## The decision

A study of fluoride attacking silicon has to settle early whether a density functional will do, or whether the energies need a correlated wavefunction method. The price rises steeply from one to the other, so the purpose should decide. The system here is small enough to run every level and compare: a fluoride ion pressed against, and drawn away from, a fluorosilane molecule.

Counterpoise-corrected interaction energies (pair minus fragments; negative binds) of F- and SiH3F in the gas phase, computed with Ansatz 0.2.0 in the def2-TZVPPD basis, with frozen cores for MP2, CCSD and CCSD(T). SiH3F is moved rigidly from the PBE0-D4/def2-TZVP minimum along the line between the fragments' mean atom positions; positive shifts separate them.

```
shift from the minimum (Å)  CCSD(T) (kcal/mol)  PBE0-D4 (kcal/mol)  MP2 (kcal/mol)  CCSD (kcal/mol)  PBE0-D4 less CCSD(T) (kcal/mol)
                    -0.174              -71.08              -74.17          -70.55           -72.28                            -3.09
                    -0.087              -77.78              -80.40          -77.37           -78.74                            -2.62
                     0.000              -79.77              -82.06          -79.48           -80.50                            -2.29
                     0.087              -78.85              -80.91          -78.66           -79.37                            -2.06
                     0.209              -74.81              -76.66          -74.73           -75.06                            -1.85
                     0.435              -63.98              -65.61          -63.99           -63.86                            -1.62
                     0.869              -43.95              -45.27          -43.94           -43.61                            -1.31
                     1.739              -21.35              -22.04          -21.41           -21.28                            -0.69
```

CCSD(T) serves as the yardstick. PBE0-D4 is a hybrid density functional with a dispersion correction. MP2 treats electron correlation by second-order perturbation theory. CCSD treats single and double excitations to convergence, and CCSD(T) adds an estimate of the triple excitations. The last column is the PBE0-D4 energy less the CCSD(T) energy, so a negative entry means that PBE0-D4 binds more strongly than CCSD(T) does in this basis. Errors are counted from that yardstick unless the text says otherwise.

## What is being bound

At zero shift the pair is no loose complex of an ion and a molecule. It is the five-coordinate anion SiH$_3$F$_2^-$, with two Si–F bonds of equal length, about 1.74 Å, on opposite sides of a flat SiH$_3$ group. Fluoride arrives with a full shell and donates a pair of electrons. When it is drawn away it takes that pair along, and two closed-shell species remain.

This matters for the choice of method. Single-reference methods fail when a bond is pulled apart into two radicals, because one determinant then describes the electrons badly. Nothing of the kind is expected here, and the coupled-cluster diagnostics agree: the T1 value of the pair lies between 0.012 and 0.018 in all eight rows, below the customary warning mark of 0.02. The outer rows thus deserve about as much trust as the inner ones.

## The principle: errors must cancel

An interaction energy is a small difference between large energies. What counts is how far the error in the pair differs from the errors in the two separate fragments. Let $\delta$ be the correlation energy that a method leaves out relative to CCSD(T), counted as positive. Since MP2, CCSD and CCSD(T) all start from the same Hartree–Fock energies, the error of the interaction energy is

$$\delta_{\mathrm{int}}=\delta_{\mathrm{pair}}-\delta_{\mathrm{F^-}}-\delta_{\mathrm{SiH_3F}} .$$

A positive result means that the method binds too weakly.

Two distant helium atoms show the principle in its purest form. MP2 leaves out part of the correlation energy of each atom, and exactly twice that amount for the distant pair, so the interaction energy has no error at all. The comparison holds only as long as the partners keep their electron pairs unchanged. Helium atoms nearly do so even when they meet, whereas fluoride shares its charge with silicon. The number of electron pairs is still conserved, which is why much of the cancellation survives.

## Why MP2 does so well

The innermost row can be taken apart with the total energies of the same calculations. For the pair, MP2 leaves out 24.2 kcal/mol of correlation energy, which looks hopeless for chemistry. Yet it leaves out 2.5 in the free fluoride and 21.2 in fluorosilane. The difference is 0.5 kcal/mol, and that is the whole MP2 error in this row.

The sizes suggest where the large error sits. Free fluoride contributes little, so most of the deficit in fluorosilane probably belongs to the SiH$_3$ group, whose three Si–H bonds are present before and after the attack. MP2 is known to recover too little correlation in such bonds. If so, the weakness lies mainly in a spectator and therefore drops out, though the total energies alone cannot prove where it sits. This is only half of the story: the small deficit in fluoride is itself the remainder of two larger terms of opposite sign, as the comparison with CCSD shows.

Once fluoride is far away the error must vanish, because the energies of distant partners simply add in MP2, CCSD and CCSD(T). What the table shows is how soon it becomes small. MP2 is 0.53 kcal/mol from CCSD(T) at the shortest distance and within 0.1 from a shift of 0.209 Å outward. This closeness is a success of cancellation. It does not show that MP2 describes the electrons of either molecule to that accuracy.

## Why the costlier CCSD does worse

For the pair in the innermost row, CCSD recovers more of the correlation energy than MP2. Measured against CCSD(T), it leaves out only 12.4 kcal/mol, all of it from triple excitations. But the fragments lack 6.1 and 7.5 kcal/mol, together more than the pair. CCSD therefore binds too strongly by 1.2 kcal/mol.

Nearly half of what the fragments lack belongs to the lone fluoride ion, for which CCSD even recovers less than MP2. A large effect of triples is reasonable there: eight valence electrons crowd around one small nucleus and are held weakly because of the extra charge, so their motions are strongly coupled. Once fluoride bonds to silicon, part of its charge moves into the bond and its environment changes. An error tied to the attacking partner can be expected to cancel less well than one tied to a spectator.

Here the simple expectation of a steadily fading error meets its limit. The CCSD error changes sign between shifts of 0.209 and 0.435 Å, and reaches 0.34 kcal/mol too weak at 0.869 Å before it dies away. Triples thus weaken the binding at short range and strengthen it farther out. A plausible reading, which these numbers do not test, is that at longer range their known contribution to polarisation and dispersion wins over the change within fluoride.

The same columns reveal a second cancellation behind the success of MP2. In every row the step from MP2 to CCSD and the step from CCSD to CCSD(T) have opposite signs and similar sizes. In the innermost row the first strengthens the binding by 1.73 kcal/mol and the second weakens it by 1.20; at 0.869 Å the first weakens it by 0.33 and the second strengthens it by 0.34. Free fluoride shows the same pattern: MP2 overshoots the CCSD correlation energy by 3.7 kcal/mol, which makes up for more than half of the missing triples. CCSD removes one of two opposing errors and is left with the other. Such a balance is fortunate, and it need not carry over to another nucleophile.

## How PBE0-D4 compares

PBE0-D4 binds more strongly than the yardstick in every row. The gap is 2.29 kcal/mol at zero shift and shrinks outward, but so does the binding itself. As a share of the CCSD(T) energy it stays between about 2.5 and 4.3 %. The functional thus stays close to CCSD(T) for a strong bond, and the gap always points the same way. That alone does not make it a bias of the functional.

The dispersion correction does not explain the gap at short range. In the innermost row it supplies 0.8 kcal/mol of binding, and without it PBE0 would still bind more strongly than CCSD(T) by 2.3. Far out, where the whole gap is small, its share could be much larger.

At zero shift the cause lies in the yardstick. Correlation energies converge more slowly with the size of the basis than those of a functional, and counterpoise-corrected CCSD(T) in a triple-zeta basis binds too weakly. Extrapolated to a complete basis, CCSD(T) binds more strongly by about 2.9 kcal/mol. That is more than the whole gap and reverses its sign: measured from this limit, PBE0-D4 binds about 0.6 kcal/mol too weakly.

It would be tempting to blame delocalisation, since approximate functionals put the energy too low when an electron's charge is spread over several centres, as it is in the five-coordinate anion. But at zero shift no overbinding is left for it to explain. In the other rows, too, the last column should not be read as the functional's own error.

## Shape is easier than depth

All four levels have their lowest tabulated energy at zero shift. Near that point the gap between PBE0-D4 and CCSD(T) changes slowly, so most of it drops out of energy differences along the curve. Pushing fluoride inward by 0.087 Å costs 1.99 kcal/mol with CCSD(T), and PBE0-D4 makes it 0.33 cheaper. Pulling it outward by the same amount costs 0.92, and PBE0-D4 makes it 0.23 dearer. These are sizeable shares of small energies, but they have opposite signs. Compared with CCSD(T), the PBE0-D4 well is tilted slightly towards a short bond, while its curvature hardly differs. Some or all of the tilt may come from the yardstick, whose basis error need not be the same at every distance.

For a starting structure or a vibrational estimate, PBE0-D4 is therefore a sensible choice. The evidence covers one distance only, since all other coordinates were held at their PBE0-D4 values. Over the whole curve the agreement fades: from zero shift to the outermost row, the two energy rises differ by 1.6 kcal/mol. This again need not be the functional's fault, because the basis error of CCSD(T) should shrink as the partners separate.

## From an energy error to an equilibrium constant

How much would an error of 2.29 kcal/mol matter, the size of the gap between PBE0-D4 and CCSD(T) at zero shift? An equilibrium constant depends on the reaction free energy $\Delta G$ as $K=e^{-\Delta G/RT}$, where $R$ is the gas constant and $T$ the temperature. If an error $\varepsilon$ passes into $\Delta G$ in full, it makes $K$ too large or too small by a factor of $e^{|\varepsilon|/RT}$. At room temperature $RT$ is about 0.59 kcal/mol, so the exponent is $2.29/0.59\approx3.9$ and the factor is roughly 50.

The same step gives a factor of about 3 for CCSD and below 2 for MP2. All three factors measure the distance from CCSD(T) in this basis, not from nature. Measured from the basis-set limit, the factor for PBE0-D4 falls to about 3 and points the other way, while CCSD(T) in the triple-zeta basis is itself off by more than a factor of 50. An error of 3 % in a strong bond can thus be harmless for a structure and serious for an equilibrium. Nothing has been fitted here, but the estimate assumes that no other error joins in.

That assumption is a real restriction. Fluorosilane keeps the flat SiH$_3$ group and the long Si–F bond of the product in every row, whereas the free molecule has a pyramidal SiH$_3$ group and a shorter bond. The energy needed to deform it is not part of the curve. A true fluoride affinity must include it, and each method will make its own error there, which may add to the present one or offset it.

## Cost and choice

Formal scaling gives a rough idea of the price. Doubling the size of the system multiplies the work by about 32 for MP2, 64 for CCSD and 128 for CCSD(T). A hybrid functional usually grows more gently than any of these. CCSD also repeats its costly step until it converges.

For structures and a first survey of many geometries, PBE0-D4 is adequate. For energies within 1 kcal/mol of CCSD(T) in the same basis, MP2 suffices in all eight rows, while CCSD fails at the shortest distance. Stopping at CCSD is a poor bargain here: it costs more than MP2 and, except in the outermost row where the two are equally good, it lies farther from the yardstick. Where the energy decides the conclusion, a few CCSD(T) points should confirm that MP2 still benefits from cancellation.

An accuracy of 1 kcal/mol against nature asks for more. The CCSD(T) energies in the table come from a triple-zeta basis, and the counterpoise correction removes the borrowing of basis functions between fragments but not the incompleteness of the basis itself. At zero shift that incompleteness costs about 2.9 kcal/mol of binding. MP2 and CCSD can be expected to share most of this error, so their agreement with CCSD(T) does not reveal it. The usual remedy is to enlarge the basis at the MP2 level and add the difference between CCSD(T) and MP2 from the smaller basis. Differences of a few hundredths between columns should guide no decision.

## A neighbouring case: the same bond broken into radicals

Suppose the Si–F bond of neutral fluorosilane were split into a silyl radical and a fluorine atom. One electron pair would then be lost, along with its correlation energy. Hartree–Fock typically binds far too weakly in such a case, and correlation strengthens the bond. In the innermost row of the present series the opposite holds: Hartree–Fock gives −77.3 kcal/mol against −71.1 from CCSD(T).

The rule for choosing a method follows from counting pairs. If the pairs survive the reaction, a cheap correlated method may work well. If a pair is broken, the favourable record of MP2 on this curve offers no support, and the stretched region may need a multireference treatment.

## In chip making

Fluoride-based solutions etch silicon dioxide, and attack on silicon with a rise in its coordination is a commonly proposed step of that chemistry. The table might suggest that PBE0-D4 makes such five-coordinate species look too stable, but at zero shift CCSD(T) in the limit of a complete basis binds slightly more strongly still. Solvent holds fluoride back strongly, and a surface restricts how silicon can deform, so these gas-phase energies help to choose a method and do not predict an etch rate.
